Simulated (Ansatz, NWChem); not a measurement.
# Errors in the dipole moment

10 molecules holding an element from Na to Cl; the dipole moment in D, computed less measured. Shapes, held fixed at every level: PBE0-D4/def2-TZVP; CS, SiS at the measured bond length. No vibrational averaging. Dipoles are compared by magnitude; molecules under 1 D, whose direction can flip, are left out. Programs: Ansatz 0.2.0, NWChem 7.3.0. A level may come from different programs for different species; with the same settings they agree closely. Measured values: NIST CCCBDB.

Levels: A = HF/def2-SVP; B = PBE0/def2-SVP; C = B3LYP/6-31G* (Cartesian functions).

```csv
molecule,measured,A,B,C
CS (carbon monosulfide),1.98,-0.49,-0.18,-0.41
SiS (SMILES [Si-]#[S+]),1.73,+0.36,-0.21,+0.02
HBS (SMILES B=S),1.30,+0.63,+0.06,+0.24
CH2S (methanethial),1.65,+0.37,+0.02,+0.21
PF3 (phosphorus trifluoride),1.03,+0.52,+0.07,-0.05
CH2Cl2 (dichloromethane),1.60,+0.31,+0.09,+0.21
CH3Cl (chloromethane),1.87,+0.22,+0.01,+0.14
CHCl2F (SMILES FC(Cl)Cl),1.29,+0.27,+0.04,+0.05
C2H3Cl (SMILES C=CCl),1.45,+0.15,-0.13,+0.06
C2H4S (thiirane),1.85,+0.25,+0.01,+0.21
```

Q: Sum up the errors.

A: 
```tsv
level	kind	mean error	mean absolute error	worst case
HF/def2-SVP	Hartree–Fock	+0.259	0.357	HBS
PBE0/def2-SVP	global hybrid	-0.022	0.082	SiS
B3LYP/6-31G* (Cartesian functions)	global hybrid	+0.068	0.160	CS
```

On this set PBE0/def2-SVP has the smallest mean absolute error and HF/def2-SVP the largest. HF/def2-SVP is too high in 9 of 10; B3LYP/6-31G* (Cartesian functions) is too high in 8 of 10. The levels differ in basis as well as in method. The set is small.

Going from Hartree–Fock to PBE0 in the same basis lowers the dipole of every molecule except CS, where it rises. Hartree–Fock lacks the correlation that moves charge back from the more electronegative atoms into orbitals weighted towards their partners, so it usually makes polar bonds too ionic. CS probably shows the same error with the opposite sign. Its negative end is carbon, because the carbon lone pair outweighs the opposing polarisation of the bonds towards sulfur. Too much charge on sulfur therefore reduces the net moment, and the Hartree–Fock error is -0.49 D. In SiS the negative end is sulfur, contrary to the formal charges in its SMILES string, and the same shift enlarges the dipole, giving +0.36 D. The low mean error of PBE0 hides underestimates for CS, SiS and chloroethene. Its close agreement elsewhere may owe something to cancellation between errors of the functional and of a small basis without diffuse functions, so it need not improve, or even persist, in a larger one.
